**Errors of spin-free ionisation energies along the ions of La**

The table holds ionisation energies of La to La⁷⁺ less the NIST values, for exchange-only LDA, PW91, r2SCAN and Hartree-Fock. All come from a B-spline radial atomic code and are scalar-relativistic (spin-free X2C), spherical and at highest spin; a Dirac-Fock estimate of the spin-orbit shift is added. The program tests a rule with one constant per method plus the energy by which the lowest level lies below the high-spin average, computed from ζ ≈ 2 eV and F² ≈ 8 eV for 5p. Over the five rows with a reference better than 1 eV, two of which set the constants, the root-mean-square error falls from 0.6–0.8 to 0.2–0.4 eV. Over La⁴⁺ to La⁷⁺ the rule removes most of the common zigzag, but pure jj coupling does about as well. The three rows with purely theoretical references stay 0.6 to 1.7 eV above the table, within their stated uncertainty of about 2 eV.

The La ions were computed all-electron with the B-spline radial atomic code, version 1. All methods but Dirac-Fock use spin-free X2C, a Fermi nucleus and spherical shells at highest spin, fractionally occupied for the functionals. IE is the difference of self-consistent energies between NIST's ground configurations; * marks a further rearrangement, and low j is l − 1/2.

## Script

```python
# Table: ionisation energies of La..La7+ (B-spline atomic code, spin-free X2C, high spin; LDA exchange-only,
# PW91, r2SCAN, Hartree-Fock) less NIST values, and a Dirac-Fock j-filling estimate.
# Tested: error = c + g(initial) - g(final), g = lowest level less high-spin average; rivals: naive j, jj limit.
T = {
    'ion': ['La', 'La+', 'La2+', 'La3+', 'La4+', 'La5+', 'La6+', 'La7+'],
    'Z': [57, 57, 57, 57, 57, 57, 57, 57],
    'charge': [0, 1, 2, 3, 4, 5, 6, 7],  # e
    'N': [57, 56, 55, 54, 53, 52, 51, 50],
    'configuration': ['[Xe] 5d1 6s2', '[Xe] 5d2', '[Xe] 5d1', '[Kr] 4d10 5s2 5p6', '[Kr] 4d10 5s2 5p5', '[Kr] 4d10 5s2 5p4', '[Kr] 4d10 5s2 5p3', '[Kr] 4d10 5s2 5p2'],
    'removed': ['6s*', '5d', '5d', '5p', '5p', '5p', '5p', '5p'],
    'tab': [5.5769, 11.18496, 19.1773, 49.95, 61.6, 74.0, 88.0, 105.0],  # eV
    'tab_kind': ['measured', 'measured', 'measured', 'semi-empirical', 'semi-empirical', 'theory', 'theory', 'theory'],
    'unc': [0.0006, 6e-05, 0.0006, 0.06, 0.6, 2.0, 2.0, 2.1],  # eV
    'err_LDA_exchange_only': [-0.49, -0.77, -1.1, -0.73, -0.44, -0.69, 2.05, -1.41],  # eV
    'err_PW91': [0.04, 0.07, -0.01, 0.73, 1.07, 0.9, 3.27, -0.24],  # eV
    'err_r2SCAN': [-0.31, -0.16, -0.51, 1.08, 1.09, 0.36, 3.72, -0.13],  # eV
    'err_Hartree_Fock': [-0.96, -1.06, -1.07, -0.07, -0.24, -0.71, 2.76, -1.27],  # eV
    'j_filling': [-0.14, 0.11, 0.1, None, -0.94, -0.96, -0.97, 1.42],  # eV
}
import numpy as np
M = ['LDA_exchange_only', 'PW91', 'r2SCAN', 'Hartree_Fock']; S = ['LDAx', 'PW91', 'r2SCAN', 'HF']
ion = T['ion']; tab = np.array(T['tab'], float); unc = np.array(T['unc'], float)
E = np.array([T['err_' + m] for m in M], float).T; IE = E + tab[:, None]
J = np.array([np.nan if x is None else x for x in T['j_filling']], float)
f = lambda v: ' '.join('%+6.2f' % x for x in v)
# further outputs of the same runs: LDAx Slater integrals (eV) of La2+ and La7+; 5p <r^-3> La3+ (PW91), La7+ (LDAx)
F2a, F2b, F2d, F4d, r3a, r3b = 7.33, 8.40, 4.86, 3.22, 53.28, 70.50
F2 = lambda q: F2a + (F2b - F2a) * (q - 2) / 5
n = {q: 9 - q for q in range(3, 9)}  # 5p electrons
so = {6: 0, 5: -.5, 4: -1, 3: -1.5, 2: -2, 1: -1}  # low-j filling energy / zeta
hs = {6: .4, 5: .2, 4: 0, 3: .4, 2: .2}; jj = {6: .4, 5: 1/3, 4: 4/15, 3: .2, 2: 0}  # exchange lost / F2
av = lambda k: (k - 1) * 2 / 25
print('all energies in eV; rounding floor of errors 0.005; column order', S)
st = np.diff(IE[3:], axis=0); jump = st[2] - (st[1] + st[3]) / 2
print('5p ladder steps, table:', f(np.diff(tab[3:])))
for k in range(4): print('5p ladder steps, %-6s' % S[k], f(st[:, k]), ' jump %.2f' % jump[k])
print('jump by counting 3F2/5: %.2f (F2=8), %.2f (F2=%.2f)' % (4.8, .6 * F2b, F2b))
print('PW91-LDAx:', f(E[:, 1] - E[:, 0])); print('PW91-HF  :', f(E[:, 1] - E[:, 3]), 'mean %.2f' % (E[:, 1] - E[:, 3]).mean())
qs = [4, 5, 6, 7]
A = np.array([[so[n[q+1]] - so[n[q]], so[n[q+1]] * (q - 3) - so[n[q]] * (q - 4)] for q in qs])
el = np.array([F2(q) * (jj[n[q]] - av(n[q])) for q in qs])
p = np.linalg.lstsq(A, J[4:] - el, rcond=None)[0]; z = lambda q: p[0] + p[1] * (q - 4)
print('zeta(5p) = %.2f + %.3f(q-4); residuals of j column' % tuple(p), f(J[4:] - el - A @ p))
print('zeta(7+)/zeta(3+) %.2f, <r^-3> ratio %.2f; implied j shift La3+ %.2f' % (z(7)/z(3), r3b/r3a, -z(4)/2))
def g(k, x, F):
    if k in (6, 5, 1): return so[k] * x
    m = {4: [[-x/2, x/2**.5], [x/2**.5, .24*F]], 2: [[-x, x*2**.5], [x*2**.5, .6*F]],
         3: [[0, 0, x], [0, .36*F, x*5**.5/2], [x, x*5**.5/2, .6*F]]}[k]
    return np.linalg.eigvalsh(np.array(m))[0]
print('pocket g(p6..p1), zeta=2, F2=8:', f([g(k, 2, 8) for k in range(6, 0, -1)]), '; 2nd-order p3 %.2f' % (-4/4.8))
zd = J[2] / 1.5; t = .3 * (15 * F2d / 49 - 75 * F4d / 441)
print('zeta(5d) from La2+ %.3f; 3F below triplet average %.2f' % (zd, t))
d = [t + zd/2, -t - zd/2, -1.5 * zd]
D = np.array(d + [g(n[q], 2, 8) - g(n[q+1], 2, 8) for q in range(3, 8)])
R = np.array(d + [g(n[q], z(q), F2(q)) - g(n[q+1], z(q+1), F2(q+1)) for q in range(3, 8)])
c = np.array([-1., 0, 0, -1.]); res = E - D[:, None] - c
print('ion   unc  D_pocket D_refined | offset = error - D_pocket')
for i in range(8): print('%-5s %.2f %+.2f %+.2f |' % (ion[i], unc[i], D[i], R[i]), f(E[i] - D[i]))
print('mean offset of La2+, La3+:', f((E - D[:, None])[2:4].mean(0)), '; pocket c:', f(c))
print('residual error - (c + D_pocket):')
for i in range(8): print('%-5s' % ion[i], f(res[i]), ' max %.1f%% of IE' % (100 * abs(res[i]).max() / tab[i]))
print('residual without 3F term: La', f(res[0] + t), '| La+', f(res[1] - t))
rms = lambda a: np.sqrt((a**2).mean(0)); good = unc < 1
print('rms unc<1 rows: raw', f(rms(E[good])), '| rule', f(rms(res[good])))
print('rms theory rows: raw', f(rms(E[~good])), '| rule', f(rms(res[~good])))
print('worst rows:', [(S[k], ion[int(abs(res[:, k]).argmax())]) for k in range(4)])
B = np.array([F2(q) * (hs[n[q]] - av(n[q])) for q in qs])
print('Hund bonus La4+..La7+:', f(B), '; jj-limit D:', f(B - J[4:]))
for name, x in [('none', 0*B), ('naive -j', -J[4:]), ('jj limit', B - J[4:]), ('pocket', D[4:]), ('refined', R[4:])]:
    print('scatter (std) La4+..La7+ after %-9s' % name, f((E[4:] - x[:, None]).std(0)))
for i in (3, 6):
    print('worked %s: computed' % ion[i], f(IE[i]), '-> corrected', f(IE[i] - c - D[i]), 'table %.2f' % tab[i])
assert all(ion[int(E[:, k].argmax())] == 'La6+' for k in range(4))
assert (E[:, 1] > E[:, 0]).all() and (E[:, 1] > E[:, 3]).all()
assert (J[4:7] < 0).all() and J[7] > 0
assert abs(jump[3] / (.6 * F2b) - 1) < .15
```

Printed output:

```
all energies in eV; rounding floor of errors 0.005; column order ['LDAx', 'PW91', 'r2SCAN', 'HF']
5p ladder steps, table: +11.65 +12.40 +14.00 +17.00
5p ladder steps, LDAx   +11.94 +12.15 +16.74 +13.54  jump 3.89
5p ladder steps, PW91   +11.99 +12.23 +16.37 +13.49  jump 3.51
5p ladder steps, r2SCAN +11.66 +11.67 +17.36 +13.15  jump 4.95
5p ladder steps, HF     +11.48 +11.93 +17.47 +12.97  jump 5.02
jump by counting 3F2/5: 4.80 (F2=8), 5.04 (F2=8.40)
PW91-LDAx:  +0.53  +0.84  +1.09  +1.46  +1.51  +1.59  +1.22  +1.17
PW91-HF  :  +1.00  +1.13  +1.06  +0.80  +1.31  +1.61  +0.51  +1.03 mean 1.06
zeta(5p) = 1.84 + 0.126(q-4); residuals of j column  +0.00  -0.00  +0.00  +0.00
zeta(7+)/zeta(3+) 1.29, <r^-3> ratio 1.32; implied j shift La3+ -0.92
pocket g(p6..p1), zeta=2, F2=8:  +0.00  -1.00  -1.57  -0.91  -3.02  -2.00 ; 2nd-order p3 -0.83
zeta(5d) from La2+ 0.067; 3F below triplet average 0.28
ion   unc  D_pocket D_refined | offset = error - D_pocket
La    0.00 +0.32 +0.32 |  -0.81  -0.28  -0.63  -1.28
La+   0.00 -0.32 -0.32 |  -0.45  +0.39  +0.16  -0.74
La2+  0.00 -0.10 -0.10 |  -1.00  +0.09  -0.41  -0.97
La3+  0.06 +1.00 +0.92 |  -1.73  -0.27  +0.08  -1.07
La4+  0.60 +0.57 +0.62 |  -1.01  +0.50  +0.52  -0.81
La5+  2.00 -0.66 -0.57 |  -0.03  +1.56  +1.02  -0.05
La6+  2.00 +2.11 +2.41 |  -0.06  +1.16  +1.61  +0.65
La7+  2.10 -1.02 -1.04 |  -0.39  +0.78  +0.89  -0.25
mean offset of La2+, La3+:  -1.36  -0.09  -0.16  -1.02 ; pocket c:  -1.00  +0.00  +0.00  -1.00
residual error - (c + D_pocket):
La     +0.19  -0.28  -0.63  -0.28  max 11.2% of IE
La+    +0.55  +0.39  +0.16  +0.26  max 4.9% of IE
La2+   +0.00  +0.09  -0.41  +0.03  max 2.1% of IE
La3+   -0.73  -0.27  +0.08  -0.07  max 1.5% of IE
La4+   -0.01  +0.50  +0.52  +0.19  max 0.8% of IE
La5+   +0.97  +1.56  +1.02  +0.95  max 2.1% of IE
La6+   +0.94  +1.16  +1.61  +1.65  max 1.9% of IE
La7+   +0.61  +0.78  +0.89  +0.75  max 0.9% of IE
residual without 3F term: La  +0.48  +0.01  -0.34  +0.01 | La+  +0.26  +0.10  -0.13  -0.03
rms unc<1 rows: raw  +0.74  +0.58  +0.74  +0.81 | rule  +0.42  +0.33  +0.41  +0.19
rms theory rows: raw  +1.49  +1.96  +2.16  +1.80 | rule  +0.86  +1.21  +1.21  +1.18
worst rows: [('LDAx', 'La5+'), ('PW91', 'La5+'), ('r2SCAN', 'La6+'), ('HF', 'La6+')]
Hund bonus La4+..La7+:  -0.93  -1.91  +1.96  +1.01 ; jj-limit D:  +0.01  -0.95  +2.93  -0.41
scatter (std) La4+..La7+ after none       +1.30  +1.27  +1.49  +1.56
scatter (std) La4+..La7+ after naive -j   +1.10  +0.94  +1.26  +1.34
scatter (std) La4+..La7+ after jj limit   +0.49  +0.67  +0.39  +0.39
scatter (std) La4+..La7+ after pocket     +0.40  +0.40  +0.39  +0.52
scatter (std) La4+..La7+ after refined    +0.35  +0.37  +0.30  +0.43
worked La3+: computed +49.22 +50.68 +51.03 +49.88 -> corrected +49.22 +49.68 +50.03 +49.88 table 49.95
worked La6+: computed +90.05 +91.27 +91.72 +90.76 -> corrected +88.94 +89.16 +89.61 +89.65 table 88.00
```
